Question: Can I work out the two covered shapes of 2-fluoropentane?

I have the conformers of one mirror form of 2-fluoropentane and have covered the results for the first two. The first torsion describes the turn of the carbon chain C1-C2-C3-C4, the second the position of fluorine in C2-C3-C4-F. The rows run upwards in free energy, and the weight is each shape's share at room temperature.

Conformers of 2-fluoropentane without solvent, computed with PySCF 2.14.0 and tblite 0.8.0 as PBE0-D3(BJ)/pcSseg-1 energies at GFN2-xTB geometries. Free energies and weights are for 298.15 K and add quasi-harmonic GFN2-xTB terms to the DFT energies. The torsions are C1-C2-C3-C4 and C2-C3-C4-F6, in that order.

```
number  torsions in degrees  DFT energy above the lowest (kcal/mol)  free energy above the lowest (kcal/mol)  weight (%)  dipole (D)
     1            (179,-63)                                       ?                                        ?           ?           ?
     2            (-74,-63)                                       ?                                        ?           ?           ?
     3           (175,-169)                                   0.590                                    0.600       15.80       1.980
     4            (-173,64)                                   0.550                                    0.740       12.60       1.770
     5             (69,-78)                                   1.080                                    1.350        4.50       1.790
     6            (61,-178)                                   1.040                                    1.390        4.20       2.000
     7             (-65,74)                                   1.250                                    1.830        2.00       1.810
     8              (98,64)                                   2.360                                    2.830        0.40       1.750
     9           (-96,-171)                                   2.540                                    2.850        0.40       1.950
```

Is there enough here to predict the energies, weights and dipoles of rows 1 and 2? And why does fluorine seem to matter so little to the energy when it clearly matters to the dipole?

Answer:

Start with the carbon atom that the torsions don't mention. C4 carries a methyl group, C5, as well as fluorine, and in this mirror form C5 sits about 120° below the fluorine torsion. When fluorine is at −63°, C5 is therefore near −183°, which is the same as 177°: anti, pointing away from C2. When fluorine itself is anti, C5 has to be gauche, about 60° from C2. The second torsion thus tells you where the methyl group is, and the methyl group is the bulkier of the two.

The energy follows mainly from how the carbon chain folds. A gauche turn brings carbon groups three bonds apart closer together, so that their hydrogens crowd each other. An anti arrangement keeps them apart. Rows 3 and 4 each have one such turn, made by C5, while fluorine is anti in one and gauche in the other. Their DFT energies differ by only 0.04 kcal/mol, which is within the noise, so I treat the choice between anti and gauche fluorine as free in itself, apart from any contact with C1.

Two gauche turns in a row can do something worse than add their costs. If they turn in the same sense, C1 and C5 end up on opposite sides of the chain, as in row 6. If they turn in opposite senses, both ends swing to the same side and run into each other. This is the syn-pentane clash, and it is present in rows 8 and 9, the two highest in energy. Their first torsions have opened to 98° and −96°, as you would expect of a chain trying to relieve the contact.

Fluorine can take the place of C5 in this clash. In rows 5 and 7 the two listed torsions are both gauche and of opposite sign, so C1 faces fluorine. That contact costs less, which fits a single small atom in place of a methyl group. An attraction between the negative fluorine and the hydrogens on C1 may also soften it, but these energies don't separate the two effects.

This gives a simple sum, with the chain that has no gauche carbon turn as its zero:

DFT energy = 0.51 × (number of gauche carbon turns) + 0.40 if C1 faces F + 1.43 if C1 faces C5

The energies are in kcal/mol, and the three constants were fitted to the seven known rows. The typical misfit is 0.11 kcal/mol, and it doubles when each row is predicted from the others. The sum does worst for the two fluorine contacts: it puts row 5 too low and row 7 too high, so one fixed price for that contact is too simple. The full output follows this answer.

Now apply it to the covered rows. Row 1 has C1 anti and C5 anti, hence no gauche carbon turn, and should be the lowest. The sum gives it zero by construction, so the real forecast is only that the zero of the DFT column belongs to row 1 and not to row 2. Row 2 has C1 gauche at −74° and C5 still anti. Fluorine, at −63°, turns in the same sense as C1 and so lies on the other side of the chain. That leaves one turn and no clash:

1 × 0.51 + 0 + 0 = 0.51 kcal/mol

The weights offer a second route, which is bookkeeping rather than chemistry. The known rows leave 60.1% for the two covered ones. Each weight is proportional to exp(−G/kT), where G is the free energy above the lowest and kT is about 0.59 kcal/mol. Scaling from the known rows gives row 1 about 44% and row 2 about 16%, which puts the free energy of row 2 just below 0.6 kcal/mol.

To get back from that free energy to a DFT energy, the thermal part, which was computed with GFN2-xTB, has to come off. In the known rows, turning C1 in a chain whose C5 is already gauche raises this part by 0.33 kcal/mol on average. If the same held for row 2, its DFT energy would be only 0.26 kcal/mol. The two routes disagree, and my range has to cover both.

The dipole needs different reasoning. The C-F bond is strongly polar, and its field shifts the electrons of the carbon chain nearby. Along the axis of a dipole the field points the same way as the dipole, so the shifted charge adds to the moment. Beside the dipole the field points the opposite way, and the shifted charge works against it. For a small polarisable group the sign follows

3 cos²θ − 1

where θ is the angle between the bond axis and the line from C4 to the group.

For C2 and ideal tetrahedral angles this factor is +1 when fluorine is anti and −1 when it is gauche. In the first case C2 lies within about 35° of the bond axis; in the second it is exactly broadside. At such short distances the formula should be trusted for the sign only, but the sign agrees with the table. The known rows average 1.98 D with fluorine anti and 1.78 D with fluorine gauche, whichever way C1 is turned. Both covered rows have fluorine gauche.

My forecasts are therefore:

Row 1: DFT energy 0.00 and free energy 0.00 kcal/mol, the risk being the order itself; weight 44 ± 1%; dipole 1.78 ± 0.05 D.

Row 2: DFT energy 0.35 ± 0.20 kcal/mol; free energy 0.58 ± 0.03 kcal/mol; weight 16 ± 1%; dipole 1.78 ± 0.05 D.

Here are the two rows uncovered:

The withheld rows as computed:

```
number  torsions in degrees  DFT energy above the lowest (kcal/mol)  free energy above the lowest (kcal/mol)  weight (%)  dipole (D)
     1            (179,-63)                                   0.000                                    0.000       43.70       1.760
     2            (-74,-63)                                   0.470                                    0.580       16.40       1.750
```

All the values fall inside their ranges, but they don't all test the same thing. The zero free energy of row 1 follows from the sorting of the table. The weights and the free energy of row 2 came almost entirely from the bookkeeping, so their agreement says little about the chemistry. The DFT energy of row 2 and the two dipoles are the real tests.

The DFT energy of row 2 is 0.47 kcal/mol, so my central value was 0.12 too low. The count of gauche turns alone, at 0.51, would have done better, and the second route pulled the forecast down. The reason is visible in the thermal part of row 2, which is 0.11 kcal/mol and not 0.33. I had taken the thermal price of a second gauche turn, averaged largely over chains that also have a clash or a fluorine contact, and charged it for a first turn without either. A doubly folded chain may be stiffer and so lose more vibrational entropy, but that is a guess, since the thermal part isn't split into heat and entropy here. It can't be the whole story either: row 5 has only one gauche carbon turn, along with its fluorine contact, and its thermal part is almost as large as that of row 9.

The dipoles came out at 1.76 and 1.75 D, slightly below the forecast and clearly in the gauche group. This confirms the grouping by fluorine position. It doesn't prove that polarisation of the chain is the cause, because another effect tied to the fluorine position could sort the rows in the same way.

Don't read much into row 2 standing ahead of row 3. Their free energies are 0.58 and 0.60 kcal/mol, a difference smaller than the noise of the method. The basis set is also small, which can make folded shapes look slightly too stable, and I can't tell from these data by how much. The lead of row 1 is much larger than the noise, and it has a plain structural reason: it is the only shape in which neither end of the carbon chain is folded.

So fluorine matters little to the energy only as long as C1 doesn't face it. With C1 anti and C5 gauche, as in rows 3 and 4, moving fluorine between anti and gauche changes almost nothing. With C1 turned, its place does count. Rows 2 and 5 both have C1 gauche and C5 anti, but in row 5 C1 faces fluorine, and the DFT energy is 0.61 kcal/mol higher. That is more than the sum charges for a gauche carbon turn. Moving fluorine from anti to gauche can also push C5 into C1, as it does from row 6 to row 8, but then the cost comes from the methyl group. Fluorine does matter to the dipole, probably because turning it from anti to gauche takes C2 from near the axis of the C-F bond to its side. For a similar chain with one fluorine and no other polar group, count the gauche carbon turns first, then look for neighbouring turns of opposite sense, including those that bring the chain up against fluorine, and only then ask where the polar bond points.

The analysis program printed:

```
fit of conformer_dft_energy on 7 rows: coefficient of turns 0.5085 +/- 0.056, coefficient of fsyn 0.4023 +/- 0.13, coefficient of csyn 1.433 +/- 0.15; rms 0.108, worst 7 0.169, leave-one-out rms 0.223
  rows outside the fit (model, value, miss): 1 0, 0, 0; 2 0.5085, 0.47, 0.0385
DFT cost of turning C1, row 6 less row 3 [kcal/mol]: 0.45
DFT gap, row 3 less row 4 [kcal/mol]: 0.04
weight left for rows 1 and 2 together [%]: 60.1
weight of row 1 from bookkeeping [%]: 43.83
weight of row 2 from bookkeeping [%]: 16.27
free energy of row 2 from bookkeeping [kcal/mol]: 0.5871
typical thermal part of turning C1 [kcal/mol]: 0.3275
DFT energy of row 2 by the second route [kcal/mol]: 0.2596
mean dipole, F gauche, known rows [D]: 1.78
mean dipole, F anti, known rows [D]: 1.977
axis factor of C2 for F anti, ideal angles: 1
axis factor of C2 for F gauche, ideal angles: -1
computed DFT energy of row 1, forecast 0.00 [kcal/mol]: 0
computed DFT energy of row 2, forecast 0.35 +- 0.20 [kcal/mol]: 0.47
miss of that forecast, forecast less computed [kcal/mol]: -0.12
computed free energy of row 2, forecast 0.58 +- 0.03 [kcal/mol]: 0.58
computed thermal part of row 2 [kcal/mol]: 0.11
computed weight of row 1, forecast 44 +- 1 [%]: 43.7
computed weight of row 2, forecast 16 +- 1 [%]: 16.4
computed dipole of row 1, forecast 1.78 +- 0.05 [D]: 1.76
computed dipole of row 2, forecast 1.78 +- 0.05 [D]: 1.75
```
